# Appendix. Jørgensen's spin-pairing energy formula

For $q$ electrons in a shell of angular momentum $l$, the mean energy $E(S)$ of all states of total spin $S$ is

$$E(S)=E_{\rm av}+D\left[\langle S(S+1)\rangle-S(S+1)\right],\qquad \langle S(S+1)\rangle=\frac{3q(4l+2-q)}{4(4l+1)},\tag{1}$$

where $E_{\rm av}$ is the mean energy of the whole configuration $l^q$ and the spin-pairing parameter $D$ depends on the shell but not on $q$ or $S$. Hence $E(S-1)-E(S)=2SD$. In Racah parameters $D=\tfrac76(\tfrac52B+C)$ for d electrons and $D=\tfrac98E^1$ for f electrons. Angular momenta are in units of $\hbar$, radial integrals are written in hartree atomic units, and numerical energies are in cm$^{-1}$.

## 1. Premises and conventions

**P1. One fixed set of orbitals.** The open shell consists of $n\ge2$ orthonormal spatial orbitals $\phi_1,\dots,\phi_n$, the same for all states. For an atomic shell $n=2l+1$. The state space $\mathcal A$ is spanned by all $\binom{2n}{q}$ Slater determinants formed from the $2n$ spin orbitals. Closed shells are frozen.

**P2. A spin-free Hamiltonian of one- and two-electron terms.** Within $\mathcal A$,

$$H=E_{\rm core}+\sum_i h_i+\sum_{i<j}g_{ij},\tag{2}$$

where $h$ is an $n\times n$ Hermitian matrix (kinetic energy, nucleus, closed shells and any ligand field) and $g$ is an $n^2\times n^2$ Hermitian matrix on orbital pairs, symmetric under exchange of the two electrons. For the Coulomb repulsion its elements are those of $1/r_{12}$. The constant $E_{\rm core}$ is dropped from here on.

**P3. The mean.** Since $H$ commutes with $\mathbf S^2$, the space splits into eigenspaces $\mathcal A_S$ of dimension $d_S$, and

$$E(S)=\frac{{\rm Tr}_{\mathcal A_S}H}{d_S},\qquad E_{\rm av}=\frac{\sum_S d_SE(S)}{\sum_S d_S}.\tag{3}$$

The trace is the sum of the eigenvalues, so $E(S)$ is the barycentre of the actual energies, including the mixing of terms that occur more than once. In a free ion a term $^{2S+1}L$ carries the weight $(2S+1)(2L+1)$, which at fixed $S$ reduces to $2L+1$.

The number of determinants with $M_S=M$ is $\binom{n}{q/2+M}\binom{n}{q/2-M}$. Every multiplet with $S\ge M\ge0$ contributes one state to this count, so the difference of the counts at $M=S$ and $M=S+1$ is the number of multiplets of spin $S$:

$$\frac{d_S}{2S+1}=\binom{n}{\frac q2+S}\binom{n}{\frac q2-S}-\binom{n}{\frac q2+S+1}\binom{n}{\frac q2-S-1}.\tag{4}$$

For d$^2$ this gives 10 triplets and 15 singlets, that is $30+15=45$ states.

## 2. Averaging over orbital transformations

Let $U$ be any unitary $n\times n$ matrix acting on the orbitals, and let $T(U)$ apply $U$ to the orbital factor of every electron and leave the spins alone. $T(U)$ treats all electrons alike, so it commutes with permutations and maps $\mathcal A$ onto itself. It commutes with $\mathbf S^2$, so it maps each $\mathcal A_S$ onto itself. A trace is unchanged by a unitary transformation of its space, so ${\rm Tr}_{\mathcal A_S}H={\rm Tr}_{\mathcal A_S}T H T^\dagger$ for every $U$. Averaging over the group U($n$) with its normalised invariant measure gives

$${\rm Tr}_{\mathcal A_S}H={\rm Tr}_{\mathcal A_S}\Big(\sum_i\bar h_i+\sum_{i<j}\bar g_{ij}\Big),\tag{5}$$

$$\bar h=\int dU\,UhU^\dagger,\qquad \bar g=\int dU\,(U\otimes U)\,g\,(U\otimes U)^\dagger .$$

This does not make U($n$) a symmetry of $H$; only the traces are invariant. Because the measure is invariant, $\bar h$ commutes with every $U$ and $\bar g$ with every $U\otimes U$.

**One-electron part.** Commutation with diagonal phase matrices makes $\bar h$ diagonal, and commutation with permutation matrices makes the diagonal elements equal. The trace is conserved, so $\bar h=h_0\mathbb 1$ with $h_0={\rm tr}\,h/n$.

**Two-electron part.** Take $U={\rm diag}(e^{i\theta_a})$. The element $\langle ab|\bar g|cd\rangle$ acquires the factor $e^{i(\theta_a+\theta_b-\theta_c-\theta_d)}$, so it vanishes unless the pair $cd$ is $ab$ or $ba$. Permutation matrices then leave three constants: $x=\langle ab|\bar g|ab\rangle$ and $y=\langle ab|\bar g|ba\rangle$ for $a\ne b$, and $z=\langle aa|\bar g|aa\rangle$. With $P^{o}$ the exchange of the orbital labels of the two electrons and $Q=\sum_a|aa\rangle\langle aa|$,

$$\bar g=x\,\mathbb 1+y\,P^{o}+(z-x-y)\,Q .$$

The operators $\mathbb 1$ and $P^o$ commute with all $U\otimes U$, and $Q$ does not: a rotation by $45^\circ$ in the plane of $\phi_1$ and $\phi_2$ turns $|11\rangle$ into $\tfrac12(|11\rangle+|12\rangle+|21\rangle+|22\rangle)$, and the expectation value of $Q$ falls from 1 to $\tfrac12$. Therefore $z=x+y$, and $\bar g$ has one eigenvalue $\varepsilon_s=x+y$ on the $n(n+1)/2$ symmetric pair functions and one eigenvalue $\varepsilon_t=x-y$ on the $n(n-1)/2$ antisymmetric ones:

$$\bar g=\tfrac12(\varepsilon_s+\varepsilon_t)+D\,P^o,\qquad D\equiv\tfrac12(\varepsilon_s-\varepsilon_t).\tag{6}$$

The two eigenvalues follow from conserved traces. Define

$$\mathcal J={\rm tr}\,g=\sum_{a,b}\langle ab|g|ab\rangle,\qquad \mathcal K={\rm tr}\,(gP^o)=\sum_{a,b}\langle ab|g|ba\rangle ,$$

the sums of all Coulomb and of all exchange integrals, the terms $a=b$ included in both. The projectors $(1\pm P^o)/2$ commute with $U\otimes U$, so their traces with $\bar g$ equal those with $g$, namely $(\mathcal J\pm\mathcal K)/2$. Division by the dimensions gives

$$\varepsilon_s=\frac{\mathcal J+\mathcal K}{n(n+1)},\qquad \varepsilon_t=\frac{\mathcal J-\mathcal K}{n(n-1)},\qquad D=\frac{n\mathcal K-\mathcal J}{n(n^2-1)},\tag{7}$$

the last from $(n-1)(\mathcal J+\mathcal K)-(n+1)(\mathcal J-\mathcal K)=2(n\mathcal K-\mathcal J)$. A symmetric orbital function goes with a spin singlet and an antisymmetric one with a triplet, so $\varepsilon_s$ and $\varepsilon_t$ are the mean repulsion energies of the singlets and of the triplets of two electrons in the shell.

## 3. From orbital exchange to total spin

A full exchange of electrons $i$ and $j$ is the product $P^o_{ij}P^\sigma_{ij}$ of the orbital and spin exchanges, and it equals $-1$ on $\mathcal A$. Since $(P^\sigma_{ij})^2=1$, $P^o_{ij}=-P^\sigma_{ij}$ on $\mathcal A$. For two spins $\tfrac12$, $2\,\mathbf s_i\cdot\mathbf s_j=(\mathbf s_i+\mathbf s_j)^2-\tfrac32$ equals $+\tfrac12$ for the triplet and $-\tfrac32$ for the singlet, where $P^\sigma$ equals $+1$ and $-1$. This is Dirac's identity,

$$P^\sigma_{ij}=\tfrac12+2\,\mathbf s_i\cdot\mathbf s_j.\tag{8}$$

With $\mathbf S^2=\tfrac34q+2\sum_{i<j}\mathbf s_i\cdot\mathbf s_j$, the sum over the $q(q-1)/2$ pairs is

$$\sum_{i<j}P^\sigma_{ij}=\frac{q(q-1)}4+\mathbf S^2-\frac{3q}4=\frac{q(q-4)}4+\mathbf S^2.\tag{9}$$

The averaged Hamiltonian in (5) is thus a constant on $\mathcal A_S$, and that constant is $E(S)$:

$$E(S)=qh_0+\binom q2\frac{\varepsilon_s+\varepsilon_t}2-D\left[\frac{q(q-4)}4+S(S+1)\right].\tag{10}$$

An equivalent form shows the meaning of the name. The sum of the pair-singlet projectors $(1-P^\sigma_{ij})/2$ has the eigenvalue

$$N_s=\frac{q(q+2)}8-\frac{S(S+1)}2 ,$$

and (10) becomes $E(S)=qh_0+\binom q2\varepsilon_t+2DN_s$. Each singlet-coupled pair costs $2D$ on average. $N_s$ is zero for $S=q/2$ and grows by $S$ when the spin falls from $S$ to $S-1$, since $S(S+1)-(S-1)S=2S$. Therefore

$$E(S-1)-E(S)=2SD.\tag{11}$$

## 4. The mean of $S(S+1)$ and the configuration average

Spin rotations map $\mathcal A$ onto itself and carry $S_z$ into $S_x$ or $S_y$, so ${\rm Tr}\,\mathbf S^2=3\,{\rm Tr}\,S_z^2$. In the determinant basis $S_z=\sum_p\sigma_p\nu_p$ is diagonal, with $\sigma_p=\pm\tfrac12$ and occupation numbers $\nu_p=0,1$ of the $N=2n$ spin orbitals. A given spin orbital is occupied in the fraction $\binom{N-1}{q-1}/\binom Nq=q/N$ of the determinants, and a given pair in the fraction $\binom{N-2}{q-2}/\binom Nq=q(q-1)/[N(N-1)]$. Further $\nu_p^2=\nu_p$, $\sum_p\sigma_p^2=N/4$, and $\sum_{p\ne r}\sigma_p\sigma_r=(\sum_p\sigma_p)^2-N/4=-N/4$. Then

$$\langle S_z^2\rangle=\frac q4-\frac{q(q-1)}{4(N-1)}=\frac{q(N-q)}{4(N-1)},\qquad \langle S(S+1)\rangle=\frac{3q(N-q)}{4(N-1)},\tag{12}$$

which for $N=4l+2$ is the expression in (1). It is symmetric under $q\to N-q$. For d$^2$ it gives $\tfrac43$, as does the direct count $2\times30/45$. For d$^5$, (4) gives 1 sextet, 24 quartets and 75 doublets, 252 states in all, and both routes give $\tfrac{25}{12}$.

Averaging (10) with the weights $d_S$ replaces $S(S+1)$ by its mean and yields $E_{\rm av}$. Subtracting this average from (10) removes everything except the terms in $S(S+1)$ and leaves the first equation of (1). The average itself follows from

$$\frac{q(q-4)}4+\frac{3q(2n-q)}{4(2n-1)}=\binom q2\frac{n-2}{2n-1},$$

which together with (7) gives

$$E_{\rm av}=qh_0+\binom q2\bar\varepsilon,\qquad \bar\varepsilon=\varepsilon_t+\frac{n+1}{2n-1}D=\frac{2\mathcal J-\mathcal K}{n(2n-1)}.\tag{13}$$

Nothing up to this point has used spherical symmetry.

## 5. $D$ for an atomic shell

Let $\phi_m=R(r)Y_{lm}$ with one real normalised radial function and $g=1/r_{12}$. With $\omega$ the angle between the two position vectors,

$$\frac1{r_{12}}=\sum_{k}\frac{r_<^k}{r_>^{k+1}}P_k(\cos\omega),\qquad F^k=\iint R^2(r_1)R^2(r_2)\frac{r_<^k}{r_>^{k+1}}r_1^2r_2^2\,dr_1dr_2 .$$

The addition theorem reads $\sum_mY_{lm}^*(1)Y_{lm}(2)=\frac{n}{4\pi}P_l(\cos\omega)$. The two solid-angle integrations of a function of $u=\cos\omega$ give $4\pi\cdot2\pi\int_{-1}^1du$.

In $\mathcal J$ each electron carries the summed density $\sum_m|Y_{lm}|^2=n/4\pi$. The angular factor of $F^k$ is $(n/4\pi)^2\,8\pi^2\int P_k\,du=n^2\delta_{k0}$, so $\mathcal J=n^2F^0$.

In $\mathcal K$ the sums over $m$ and $m'$ each join electron 1 to electron 2, so the integrand contains $(n/4\pi)^2P_l^2$ and

$$\mathcal K=n^2\sum_kw_kF^k,\qquad w_k=\frac12\int_{-1}^1P_l^2P_k\,du=\begin{pmatrix}l&k&l\\0&0&0\end{pmatrix}^2.\tag{14}$$

$P_l^2$ is an even polynomial of degree $2l$, so only $k=0,2,\dots,2l$ occur, and $w_0=1/n$. The $F^0$ terms cancel in $n\mathcal K-\mathcal J$. With $n^2-1=4l(l+1)$,

$$D=\frac{(2l+1)^2}{4l(l+1)}\sum_{k=2,4,\dots}^{2l}w_kF^k,\qquad \bar\varepsilon=F^0-\frac{2l+1}{4l+1}\sum_{k=2,4,\dots}^{2l}w_kF^k.\tag{15}$$

Each $w_k$ is a square and each $F^k$ has a positive integrand, so $D>0$: the barycentres rise as the spin falls.

**p shell.** $w_2=\tfrac2{15}$ and $D=\tfrac98\cdot\tfrac2{15}F^2=\tfrac3{20}F^2$.

**d shell.** $w_2=w_4=\tfrac2{35}$ and $D=\tfrac{25}{24}\cdot\tfrac2{35}(F^2+F^4)=\tfrac5{84}(F^2+F^4)$. The reduced integrals are $F_0=F^0$, $F_2=F^2/49$, $F_4=F^4/441$, so $D=\tfrac{35}{12}F_2+\tfrac{105}4F_4$. The Racah parameters are $A=F_0-49F_4$, $B=F_2-5F_4$, $C=35F_4$, with the inverse $F_4=C/35$, $F_2=B+C/7$. Then $D=\tfrac{35}{12}B+(\tfrac5{12}+\tfrac34)C$, or

$$D({\rm d})=\tfrac{35}{12}B+\tfrac76C=\tfrac76\left(\tfrac52B+C\right).\tag{16}$$

Likewise $\bar\varepsilon=F^0-\tfrac2{63}(F^2+F^4)=A-\tfrac{14}9B+\tfrac79C$, and (13) gives $\varepsilon_t=\bar\varepsilon-\tfrac23D=A-\tfrac72B$. The only sextet of d$^5$, $^6S$, therefore has the repulsion energy $10\,\varepsilon_t=10A-35B$.

**f shell.** $w_2=\tfrac4{105}$, $w_4=\tfrac2{77}$, $w_6=\tfrac{100}{3003}$, and the prefactor is $\tfrac{49}{48}$. The reduced integrals are $F_2=F^2/225$, $F_4=F^4/1089$, $F_6=25F^6/184041$, so

$$D=\tfrac{49}{48}\left(\tfrac{60}7F_2+\tfrac{198}7F_4+\tfrac{1716}7F_6\right)=\tfrac18\left(70F_2+231F_4+2002F_6\right).$$

Racah's parameter is defined as $E^1=\tfrac19(70F_2+231F_4+2002F_6)$, hence

$$D({\rm f})=\tfrac98E^1.\tag{17}$$

## 6. Test against the terms of d$^2$

The term energies give an independent route. $P_k(\cos\omega)$ is the scalar product of the two spherical tensors $C^{(k)}=\sqrt{4\pi/(2k+1)}\,Y_k$ of electrons 1 and 2, whose reduced matrix elements have the square $(2l+1)^2w_k$. The recoupling formula for a scalar product gives, for $l^2$,

$$E(L)=\sum_kF^k(2l+1)^2w_k(-1)^L\begin{Bmatrix}l&l&L\\l&l&k\end{Bmatrix}.\tag{18}$$

Even $L$ is orbitally symmetric (singlet) and odd $L$ antisymmetric (triplet). For $l=2$, (18) yields $^3F=A-8B$, $^3P=A+7B$, $^1G=A+4B+2C$, $^1D=A-3B+2C$, $^1S=A+14B+7C$. The barycentres are

$$E(1)=A+\frac{7(-8B)+3(7B)}{10}=A-\tfrac72B,$$

$$E(0)=A+\frac{9(4B+2C)+5(-3B+2C)+(14B+7C)}{15}=A+\tfrac73B+\tfrac73C .$$

Their difference, $\tfrac{35}6B+\tfrac73C$, is twice (16), as (11) requires for $S=1$.

## 7. Range of validity

**What is exact.** Under P1 to P3, (1), (7) and (11) involve no approximation. They hold for every $q$ from 0 to $2n$ and every allowed $S$, from 0 or $\tfrac12$ up to $\tfrac12\min(q,2n-q)$. Equations (15) to (17) need in addition a common radial function and pure $l$ character.

**Barycentres only.** The formula says nothing about single terms. Terms of one spin spread over a range comparable with or larger than $2SD$, so (11) is an averaged form of Hund's first rule and neither proves that rule for the lowest terms nor gives the energy of a spin-forbidden band.

**Ligand field.** A one-electron field of any strength and symmetry enters only through $h_0$, which does not depend on $S$. The barycentres of the complete d$^q$ manifold keep the spacing $2SD$. In octahedral d$^2$ the 10 triplets divide as 3, 6, 1 among $t_{2g}^2$, $t_{2g}e_g$, $e_g^2$ and the 15 singlets as 6, 6, 3; the mean $e_g$ occupation is $\tfrac45$ for both, so the splitting $\Delta$ cancels. If covalency makes the five orbitals inequivalent, (7) still defines $D$, while (16) becomes a parametrisation with reduced $B$ and $C$.

**Subshells.** Competition between high and low spin concerns particular strong-field configurations, whose energies depend on $\Delta$; (16) does not decide it. Sections 2 to 4 apply to a subshell taken alone, with its own $n$ and $D$. For $t_{2g}$ orbitals of pure d character, $\langle aa|g|aa\rangle=A+4B+3C$, $\langle ab|g|ab\rangle=A-2B+C$ and $\langle ab|g|ba\rangle=3B+C$. With $n=3$, $\mathcal J=9A+15C$ and $\mathcal K=3A+30B+15C$, so (7) gives

$$D(t_{2g})=\frac{90B+30C}{24}=\tfrac54(3B+C).\tag{19}$$

This refers to $t_{2g}^q$ without mixing with other configurations, the limit $\Delta\gg B$.

**Correlation.** Interaction with other configurations is often absorbed in effective operators. Any spin-free two-electron operator is admitted by P2 and only changes $D$ through (7). The Trees term $\alpha L(L+1)$ has the two-electron part $g=2\alpha\,\mathbf l_1\cdot\mathbf l_2$, for which $\mathcal J=0$ and $\mathcal K=2\alpha\,{\rm tr}\,\mathbf l^2=2\alpha nl(l+1)$, so it adds $\alpha(2l+1)/2$ to $D$. A spin-free three-electron operator averages, by Schur–Weyl duality, to a combination of the class sums of the permutations of three electrons. Three spins $\tfrac12$ have no antisymmetric state, so the two cyclic spin permutations sum to $P^\sigma_{12}+P^\sigma_{13}+P^\sigma_{23}-1$. Each pair belongs to $q-2$ triples, so the form (1) survives with a $D$ linear in $q$. Four-electron operators admit the class $P_{12}P_{34}$ and with it a term in $[S(S+1)]^2$. Apart from this, the radial function changes with $q$ and with the ionic charge, so the value of $D$ belongs to one ion. If orbitals are optimised separately for each spin, P1 fails: $h_0$ then depends on $S$ and the gap cannot be assigned to repulsion alone.

**Spin–orbit coupling.** $H_{\rm so}=\zeta\sum_i\mathbf l_i\cdot\mathbf s_i$ violates P2. It is a vector in spin space, so its trace over $\mathcal A_S$, a space invariant under spin rotations, vanishes. As a vector it joins spin $S$ only to $S$ and $S\pm1$. Barycentres therefore move only through the mixing of states whose spins differ by one, from order $\zeta^2$ on, and they are defined only while levels can be assigned to a spin. This is doublet–quartet mixing in d$^3$ and singlet–triplet mixing in d$^2$. For two electrons

$$H_{\rm so}=\tfrac\zeta2\left[\mathbf L\cdot\mathbf S+(\mathbf l_1-\mathbf l_2)\cdot(\mathbf s_1-\mathbf s_2)\right].$$

The first part gives $\tfrac\zeta4[J(J+1)-L(L+1)-2]$ for the triplet levels. In the second part each factor is a vector odd under exchange, so it joins $^1L_{J=L}$ to the $J=L$ levels of the triplets with $L'=L\pm1$. Recoupling gives the squared elements $\zeta^2(2L'+1)\,l(l+1)(2l+1)\begin{Bmatrix}l&L'&l\\L&l&1\end{Bmatrix}^2$. For d$^2$ these are $\zeta^2$ for $^1G_4$–$^3F_4$, $\tfrac{12}5\zeta^2$ for $^1D_2$–$^3F_2$, $\tfrac{21}{10}\zeta^2$ for $^1D_2$–$^3P_2$ and $6\zeta^2$ for $^1S_0$–$^3P_0$. They obey the sum rule $\tfrac14\zeta^2[24-L(L+1)]$, which follows from $(\mathbf l_1-\mathbf l_2)^2=4l(l+1)-L(L+1)$ and from the singlet expectation value $\delta_{\mu\nu}$ of $(s_1-s_2)_\mu(s_1-s_2)_\nu$.

## 8. Illustration: singlet and triplet barycentres of V$^{3+}$

V$^{3+}$ has the configuration 3d$^2$ outside closed shells. The inputs are approximate free-ion values, $B=860$ cm$^{-1}$ and $C=3800$ cm$^{-1}$. From (16),

$$D=\tfrac76(2150+3800)=6942\ {\rm cm^{-1}},\qquad E(0)-E(1)=2D=13\,883\ {\rm cm^{-1}}.$$

The last digits are kept only so that the two routes below can be matched. A change of 100 cm$^{-1}$ in $C$ moves $2D$ by 233 cm$^{-1}$, so at most three figures are meaningful: $D\approx6.94\times10^3$ cm$^{-1}$ and $2D\approx1.39\times10^4$ cm$^{-1}$, or 1.72 eV, or 166 kJ mol$^{-1}$.

With energies counted from $2h_0+A$, $E_{\rm av}=-\tfrac{14}9B+\tfrac79C=1618$ cm$^{-1}$. Equation (1) with $\langle S(S+1)\rangle=\tfrac43$ puts the triplets at $E_{\rm av}-\tfrac23D=-3010$ cm$^{-1}$ and the singlets at $E_{\rm av}+\tfrac43D=10\,873$ cm$^{-1}$. The single terms of Section 6 are, in cm$^{-1}$:

| Term | $2L+1$ | from $2h_0+A$ | from $^3F$ |
|---|---|---|---|
| $^3F$ | 7 | −6880 | 0 |
| $^1D$ | 5 | 5020 | 11 900 |
| $^3P$ | 3 | 6020 | 12 900 |
| $^1G$ | 9 | 11 040 | 17 920 |
| $^1S$ | 1 | 38 640 | 45 520 |

The weighted means of the third column are −3010 cm$^{-1}$ for the triplets and 10 873 cm$^{-1}$ for the singlets, the values given by (1). Counted from $^3F$ they lie at 3870 and 17 753 cm$^{-1}$.

The table shows what the average hides. The singlets span 33 620 cm$^{-1}$, which is 2.4 times $2D$. With these inputs $^1D$ lies 1000 cm$^{-1}$ below $^3P$. The gap between the lowest singlet and the lowest triplet, $5B+2C=11\,900$ cm$^{-1}$, is 14 % smaller than $2D$.

The terms left out of (16) have the following sizes.

*Trees term.* The mean of $L(L+1)$ is 14 over the singlets and 9 over the triplets, so the gap grows by $5\alpha$, twice the addition $5\alpha/2$ to $D$ found above. A typical $\alpha$ of 70 cm$^{-1}$ gives 350 cm$^{-1}$, or 2.5 % of $2D$. Values of $B$ and $C$ chosen together with $\alpha$ differ from those chosen without it, so this figure is a scale and is not simply to be added.

*The $^1S$ term.* It has the weight $\tfrac1{15}$ among the singlets. If correlation lowered it alone by an assumed 3000 cm$^{-1}$, the gap would shrink by 200 cm$^{-1}$.

*Spin–orbit coupling.* Take a typical $\zeta=210$ cm$^{-1}$. The diagonal shifts are $+\tfrac32\zeta$ ($^3F_4$), $-2\zeta$ ($^3F_2$), $+\tfrac12\zeta$ ($^3P_2$) and $-\zeta$ ($^3P_0$), and $^3F_2$ and $^3P_2$ are not coupled directly. Diagonalising the blocks $J=4$, 2 and 0 with the elements of Section 7 moves $^1G_4$ by +2.5, $^1D_2$ by −70 and $^1S_0$ by +8.1 cm$^{-1}$. The singlet barycentre shifts by −21 cm$^{-1}$ and, the total trace being fixed, the triplet barycentre by +11 cm$^{-1}$. The gap changes by −32 cm$^{-1}$, or 0.2 % in magnitude. The shift is dominated by the close pair $^1D_2$, $^3P_2$ and is sensitive to their separation.

*Ligand field.* An octahedral $\Delta$ of a typical $18\,000$ cm$^{-1}$ exceeds $2D$ and rearranges all the terms, yet for unchanged $B$ and $C$ it leaves the gap between the barycentres of the 15 singlet and 30 triplet states at $2D$. Within $t_{2g}^2$ alone, (19) with the same $B$ and $C$ gives $D(t_{2g})=7975$ cm$^{-1}$ and a barycentre gap of 15 950 cm$^{-1}$, 15 % above the full-shell value. In a compound both gaps fall in proportion if $B$ and $C$ are reduced by a common factor.